**Q:** I have a rocksalt HfN cell with 11.48 Å³ per atom. Is that the size this calculation would choose?

ABINIT 10.8.3 calculation of rocksalt HfN (2-atom cell) with PBE, JTH PAW v2.0 datasets, a 707.5 eV plane-wave cutoff, a 10×10×10 k mesh and Fermi-Dirac smearing of 0.05 eV, without spin polarisation. The cell is scaled uniformly, with fractional atomic positions fixed. Energies are counted from the minimum of the fitted Birch-Murnaghan curve.

```csv
volume (Å³/atom),energy (meV/atom),pressure (GPa)
10.79,66.46,25.330
11.02,35.45,17.780
11.25,14.72,10.990
11.48,3.19,4.850
11.71,0.04,-0.640
11.94,4.36,-5.590
12.17,15.43,-10.080
```

**A:** No, it would choose a slightly larger one. At 11.48 Å³ the pressure is +4.85 GPa, so the crystal is still pushing outward. One row further on the sign has changed and the crystal pulls inward. The energies, counted per atom from the minimum of a smooth curve drawn through them, put that minimum at 11.69 Å³.

In bond length the difference is small. Each atom in rocksalt occupies a cube whose edge is the Hf–N distance, so this distance is the cube root of the volume per atom. A volume 1.8% larger therefore means bonds only 0.6% longer.

**Q:** The most compressed cell costs 66 meV per atom, the most expanded one only 15. Is HfN really so much harder to squeeze than to stretch?

**A:** Most of that contrast comes from where the rows lie. The compressed end is 0.90 Å³ from the minimum, the expanded end only 0.48 Å³. If energy grew simply as the square of the distance in volume, the first would cost about 3.5 times as much as the second. The table gives a factor of 4.3, and only the excess is a true asymmetry.

The pressures show the asymmetry more directly, because the volumes are equally spaced. The first step of expansion lowers the pressure by 7.55 GPa, the last by 4.49 GPa, and each step in between lowers it by less than the one before. The more tightly the atoms are packed, the more pressure the next equal change of volume takes.

**Q:** Couldn't that be plain geometry? Even a perfect spring would push on a smaller area when the cell shrinks.

**A:** It would, and the size of that effect can be worked out. Let all the resistance sit in ideal springs along the Hf–N bonds, with d the bond length, d₀ its value at the minimum and k a spring constant per atom:

V = d³, E = ½k(d − d₀)²

P = −dE/dV = −k(d − d₀)/(3d²)

The bulk modulus, B = −V dP/dV, measures the resistance to a relative change of volume. At the minimum the spring gives B₀ = k/(9d₀).

Now take the most compressed cell. With B₀ = 268.7 GPa, or 1.677 eV/Å³, and d₀ = 2.270 Å, the spring constant is k = 9 × 1.677 × 2.270 = 34.3 eV/Å². The bond is 0.0596 Å shorter than d₀, so E = ½ × 34.3 × 0.0596² = 0.061 eV.

The spring thus predicts 61 meV where the calculation finds 66, which is 8% too little. At the expanded end it errs the other way and asks about 5% too much. The spring takes only d₀ and B₀ from the Birch-Murnaghan curve fitted to the seven energies. It leaves out the fitted constant that says how the stiffness changes. A spring with the right length and the right stiffness at rest is still too soft when squeezed and too stiff when stretched.

The modulus makes the verdict clearer. Taken from neighbouring pressures, it is 52% higher in the most compressed step than in the most expanded one. Geometry with an ideal spring accounts for only about 10%. The rest means that the crystal's resistance to shortening its bonds itself grows as they shorten.

**Q:** What in the electrons makes the bond stiffen?

**A:** The standard explanation is a contest between a gentle attraction and a steep repulsion. Hf and N attract each other through the charge shifted towards nitrogen and through bonding between Hf 5d and N 2p orbitals. Both change more slowly with distance than the repulsion does. The repulsion arises where filled shells overlap: the Pauli principle keeps their electrons from sharing the same states, and their kinetic energy rises. Since the tails of these shells fall off roughly exponentially, so does the repulsion.

At the minimum the two forces cancel, but their stiffnesses do not. For the same force, the term that changes over the shorter distance has the larger curvature. The repulsion therefore supplies the resistance, while the attraction, whose curvature has the opposite sign, takes part of it away. Push the atoms together and the overlap grows by a similar factor for each equal shortening, taking the stiffness with it. Pull them apart and the repulsion fades faster than the attraction, so the crystal softens.

The table shows the stiffening but does not divide the energy into attraction and repulsion. That division is the theory's reading of the curve. More distant neighbours and the metallic electrons also contribute to the total.

**Q:** How much does this matter if I simply keep my original cell?

**A:** More than the small change in bond length suggests. A straight line through the logarithms of modulus and volume, fitted to the six steps between rows, says that bonds 1% shorter make the modulus about 13% higher. Your cell has bonds 0.6% shorter than the minimum, so a modulus evaluated there would come out roughly 8% above the equilibrium value. The printed output below gives the modulus step by step.

The rule holds for uniform compression of this one crystal. A film clamped to a substrate is strained in two directions and free to relax in the third, which is a different deformation.

**Q:** Suppose I replace hafnium with titanium. Can I use the same rule?

**A:** Only in part. Titanium is the smaller atom, so its filled shells meet nitrogen's at a shorter distance and the nitride has a smaller cell. Squeezing that cell should stiffen it for the same reason as here, because the repulsion again grows faster than the attraction. How much it stiffens for each percent of bond length would have to come from a calculation on TiN itself.

The 13% rule does not, however, convert the modulus of HfN into that of TiN. In HfN under pressure, a short bond is a compressed bond. In TiN at rest, a short bond is simply the natural length of a different pair of atoms, with its own balance of forces.

**Q:** Would a higher plane-wave cutoff change the picture?

**A:** It would mainly bring the two routes to the pressure together. The printed pressures lie about 0.15 GPa below the slope of the energy curve in every row. They are computed as if the number of plane waves stayed fixed while the cell changed size. In a larger cell the same number of waves describes the electrons less finely, which raises the energy and makes expansion look slightly less favourable than it is.

The effect on the result is slight. It moves the volume of zero pressure by less than 0.01 Å³ per atom, and it nearly cancels in the modulus, which depends on pressure differences. By the same argument, a 10% higher cutoff would lower the energies by roughly 1.6 meV per atom if the gain stayed as steep as it is here. It usually flattens, so expect less. Most of that would be common to all rows and leave the shape of the curve alone.

**Q:** Which digits can I trust, then?

**A:** It depends on what you do with them. The energies follow a smooth curve to within a few hundredths of a meV, but the printed volumes are coarser than that. At the compressed end the curve is so steep that rounding the volume to 10.79 Å³ already shifts the energy by about 0.5 meV. If you refit the table as printed, don't read meaning into the decimals of the energies at that end. Nor does a smooth curve prove convergence: the k mesh was not varied here.

For a real sample the bond length is the weak point. PBE often makes lattices slightly too large, these atoms neither vibrate nor expand with heat, and real HfN can depart from the 1:1 composition assumed here. By the rule above, merely holding this same crystal at a bond length half a percent off would alter its modulus by about 6%. A change of composition would also alter the bonding itself, which the rule does not cover. I would therefore quote about 270 GPa and treat the finer digits of 268.7 as a property of the fit. The stiffening under compression is far larger than the numerical errors that could be estimated here.

The analysis program printed:

```
Energy misses, model less computed, meV/atom:
    row  Hf-N in angstrom  Birch-Murnaghan  parabola in volume  ideal bond spring
  10.79              2.21       -3.372e-05              -8.735             -5.608
  11.02             2.226       -8.036e-05              -3.495             -2.226
  11.25             2.241         -0.01103             -0.9697            -0.6168
  11.48             2.256          0.01973            -0.08053           -0.04313
  11.71             2.271          -0.0072           -0.007094          -0.007134
  11.94             2.286        -0.005952              0.1606            0.09686
  12.17               2.3         0.003555               1.143             0.7013
Pressure and stiffness, step values belong to the step from the row above:
    row  slope pressure GPa  printed less slope GPa  mid-step Hf-N angstrom  pressure drop GPa  local modulus GPa
  10.79               25.48                 -0.1475                     n/a                n/a                n/a
  11.02               17.93                 -0.1469                   2.218               7.55              358.6
  11.25               11.13                  -0.144                   2.233               6.79              329.3
  11.48               5.019                 -0.1686                   2.248               6.14              303.9
  11.71             -0.4899                 -0.1501                   2.263               5.49              277.2
  11.94              -5.454                  -0.136                   2.278               4.95              254.9
  12.17              -9.929                 -0.1511                   2.293               4.49              235.7
fit of lnb on 6 rows: constant 15.97 +/- 0.11, coefficient of lnv -4.222 +/- 0.043; rms 0.00294, worst 11.48 -0.00605, leave-one-out rms 0.00413
Percent change of modulus per percent of bond length: -12.67
Local modulus, first step over last step: 1.521
Same ratio for an ideal bond spring: 1.105
Hf-N distance at the fitted minimum, angstrom: 2.27
Bond length at minimum against given cell, percent: 0.6009
Mean of printed less slope pressure, GPa: -0.1492
Shift of zero-pressure volume by this error, angstrom^3/atom: -0.006491
Rough energy gain from 10 percent more cutoff, meV/atom: 1.633
Energy error from the rounded volume in the most compressed row, meV/atom: 0.4854
```
